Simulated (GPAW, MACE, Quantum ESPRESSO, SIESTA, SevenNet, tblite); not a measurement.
# Forces on a displaced HfO₂(111) slab: atomic-orbital DFT, learned potentials and GFN1-xTB against plane-wave PBE

I have to decide which cheaper level may drive the atoms in a model of a thin hafnia gate-oxide film, where thousands of thermally displaced structures are needed and plane-wave PBE can be afforded for only a few of them. The job asks for forces alone; levels, charges and band offsets would come from later plane-wave runs on selected structures.

I set two limits. The r.m.s. error of a force component must stay below 0.12 eV/Å, and the overall scale of the vibrational frequencies must lie within 3% of the reference. Both are judged on one unrelaxed, randomly displaced fluorite-type slab, against Quantum ESPRESSO with PBE. That reference is itself one program's result at a finite cutoff, so the limits measure closeness to that one PBE calculation, and a level near a limit may pass or fail with another choice of reference. Closeness to experiment is a separate matter.

## Set-up

One cell of 54 atoms: fluorite-type HfO2 (a = 5.08 Å), (111) slab of 3 repeat layers, 3 x 2 surface cells, 10 Å of vacuum; not relaxed, displaced by a Gaussian of 0.02 Å. Then every atom was moved at random, 0.05 Å r.m.s. a Cartesian component. Every run is a single point on the same atoms, without spin polarisation; electronic-structure runs share their k-points (Γ alone) and a smearing of 0.05 eV. Reference: Quantum ESPRESSO 7.5, PBE, SSSP efficiency 1.3.0 pseudopotentials, plane waves to 816 eV; its r.m.s. force component is 0.873 eV/Å. Other programs: GPAW 26.7.0, MACE MPA-0 medium, SIESTA 5.4.2, SevenNet 0, SevenNet l3i5 and tblite 0.8.0. In the run that the rows count from, the cell has a spacing of 3.48 eV between highest filled and lowest empty level, and its k-points sample 7.2 Å along the shortest periodic direction.

Notes on method and selection:

- The reference is one program's result at a finite cutoff, not the truth.
- Small numerical orbital bases can miss forces on oxygen by tens of per cent.
- Tight-binding models were fitted mostly to molecules.
- Each program runs at its own cutoffs and thresholds.
- The open machine-learned potentials were trained mostly on computed crystals (Materials Project trajectories and like sets), at PBE and PBE+U unless another functional is named.
- Runs made unsound on purpose, GPAW plane-wave runs under 500 eV and SIESTA runs with D3 or with its warning on the neutral-atom potential of Cu, Fe, Ni or Zn are left out.
- A level that differs from the reference in program or basis and in functional mixes both effects.
- Runs that did not converge, have known faults or may not be shown are not listed, and runs on Ansatz's PAW sets soft_1 and soft_2 are kept to separate tables.

Columns:

- kind: kind of method.
- force share (%): r.m.s. difference of force components from the reference, over the reference's r.m.s. force component.
- force slope: slope of the run's force components against the reference's.

## The series

| member | kind | force share (%) | force slope | remark |
| --- | --- | --- | --- | --- |
| tblite, GFN1-xTB | tight binding | 71.03 | 0.390 |  |
| GPAW, PBE, atomic orbitals (dzp) | atom-centred basis | 22.82 | 1.129 | grid spacing 0.18 Å |
| MACE-MPA-0 medium | learned potential | 21.04 | 1.031 |  |
| SIESTA, revPBE, atomic orbitals (DZP) | atom-centred basis | 18.07 | 1.107 | grid cutoff 500 Ry |
| SIESTA, PBE, atomic orbitals (DZP) | atom-centred basis | 15.50 | 1.093 | grid cutoff 500 Ry |
| SevenNet-0 | learned potential | 10.81 | 0.961 |  |
| SevenNet-l3i5 | learned potential | 10.54 | 0.986 |  |
| QE, PBE, SSSP efficiency (reference) | plane waves | – | – |  |

## Interpretation

The two SevenNet potentials lie nearest to the reference, at 10.54% and 10.81%, and GFN1-xTB lies farthest, at 71.03%. The atomic-orbital runs fall between, at 15.50% to 22.82%, so on this cell explicit DFT in a small basis is farther from this reference than the SevenNet potentials are. How much farther depends on the reference: against a second plane-wave PBE calculation, made with Ansatz and PAW and left out of the table, SIESTA with PBE is nearly level with SevenNet-0.

The slope shows what kind of error each level makes. With the share written as a fraction, share² = (slope − 1)² + scatter², where the scatter is the part that no common factor on the reference forces describes. For SIESTA with PBE this gives √((15.50 / 100)² − (1.093 − 1)²) = 0.12. By the same formula the scatter is roughly 0.10 for both SevenNet models, 0.15 for SIESTA with revPBE, 0.19 for GPAW, 0.21 for MACE and 0.36 for GFN1-xTB.

All three atomic-orbital runs give forces that are too large, with slopes of 1.093 to 1.129. A small basis can do this: if it leaves the electron density too little freedom to adapt when atoms move off their sites, the energy rises too steeply and the restoring forces grow. In all three runs the force errors are larger on hafnium than on oxygen, so they give no ground for tracing the excess to oxygen in particular. The limited basis is itself only a possible cause: these runs also treat the atomic cores differently from the reference, the GPAW forces depend strongly on the real-space grid as well, and the table does not separate these effects.

Changing PBE to revPBE within SIESTA raises the share by 18.07 − 15.50 = 2.57 points and the slope by 0.014. These differences show how much farther from the reference revPBE lies, which is not the same as the distance between the two SIESTA runs. With PBE in both programs an error of 15.50% already remains, and revPBE does not reduce it, so the basis and core description deserve attention first.

Both SevenNet slopes are slightly below one. Learned potentials trained largely on structures near equilibrium often come out soft, which would explain the sign, although MACE, at 1.031, does not share it.

## Departures from the trend

GFN1-xTB recovers only 0.390 of the reference force. Multiplying its forces by the best single factor would still leave an error of scatter / √(slope² + scatter²), here 0.36 / √(0.390² + 0.36²) = 0.68 of the reference force, because many components are wrong in relative size or direction. Its parameters were fitted mostly to molecules, which makes an ionic hafnium oxide a hard case, and I would not use it here.

MACE has nearly the right slope but twice the share of SevenNet-l3i5 (21.04 / 10.54 = 2.00). Its error is therefore almost entirely scatter, and I have no established cause for it.

The GPAW row needs caution for a numerical reason. Its forces on this cell change very strongly with the real-space grid, so 22.82% describes this basis at a spacing of 0.18 Å and should not be read as the error of the dzp basis itself. SIESTA's forces change only slightly with its grid.

## Meeting the brief

I convert each share to a force error with ΔF = share / 100 × 0.873 eV/Å. For SevenNet-l3i5 this is 10.54 / 100 × 0.873 = 0.092 eV/Å. By the same formula SevenNet-0 gives roughly 0.094, SIESTA 0.14 with PBE and 0.16 with revPBE, MACE 0.18, GPAW 0.20 and GFN1-xTB 0.62 eV/Å. Against Quantum ESPRESSO, only the two SevenNet models meet the limit of 0.12 eV/Å. Against the second plane-wave PBE calculation SIESTA with PBE meets it too, so its failure here hangs on the choice of reference. The SevenNet models pass and the other levels fail with either one.

For the second limit I use frequency ratio = √slope, which holds for harmonic motion if all force constants scale together. It is an approximation here, since an unrelaxed surface also contributes static forces. SevenNet-l3i5 gives √0.986 = 0.993, or 0.7% low, and SevenNet-0 gives √0.961 = 0.980, or 2.0% low. MACE gives √1.031 = 1.015, slightly high, and passes this test but not the first. SIESTA with PBE gives √1.093 = 1.045, which is too high. It fails this limit against the second PBE calculation as well, and that rules it out whichever reference is used for the forces. Both SevenNet models come out somewhat softer against that calculation, but stay within 3%.

My pick is SevenNet-l3i5, with SevenNet-0 as runner-up. Against Quantum ESPRESSO their force errors are practically equal, and the preference rests on the slope. The second PBE calculation favours SevenNet-l3i5 in both force error and slope. If speed matters more than a 2% frequency shift, the smaller SevenNet-0 is a reasonable choice.

PBE has its own error, which the potential inherits. It commonly puts oxide frequencies a few per cent too low, and the pick's own slight softness would add to that shift. SIESTA's stiffer forces might then look closer to experiment, but only through two errors of opposite sign.

The pick would fall if its force error rose above 0.12 eV/Å on structures more typical of the film. Where the forces are as large as here, that is a share, as a fraction, of 0.12 / 0.873 = 0.137; where they are smaller, a larger share is allowed. A few plane-wave single points on snapshots from its own trajectory would test that. On this slab the two plane-wave calculations differ from each other by more than the pick's margin of 0.12 − 0.092 = 0.028 eV/Å, so a result close to the limit would have to be confirmed with a second plane-wave set-up. It would also fall if the film had to contain charged oxygen vacancies, because this potential has no input for the charge state. SIESTA with PBE would then be my starting point, with a larger basis.

## What to take away

For this slab, with random displacements of about 0.05 Å per component, the SevenNet models reproduce the Quantum ESPRESSO PBE forces to about 11%, and the small-basis runs overshoot them by 9 to 13% in slope. The SevenNet models meet both limits against either plane-wave calculation. SIESTA with PBE meets or misses the force limit depending on which one is used, and misses the frequency limit with both. One geometry supports no general ranking of the programs.

Two features of the cell also limit how far these figures carry. Relaxation would bring the reference forces from 0.873 eV/Å to nearly zero, so an error given as a share of them loses its meaning close to a minimum. Phase matters too: ideal fluorite hafnia is unstable at low temperature, and along the oxygen motion towards the tetragonal form the force at first drives the atoms away from their fluorite sites. A single frequency scale cannot describe that motion, so it needs its own check against plane-wave PBE.
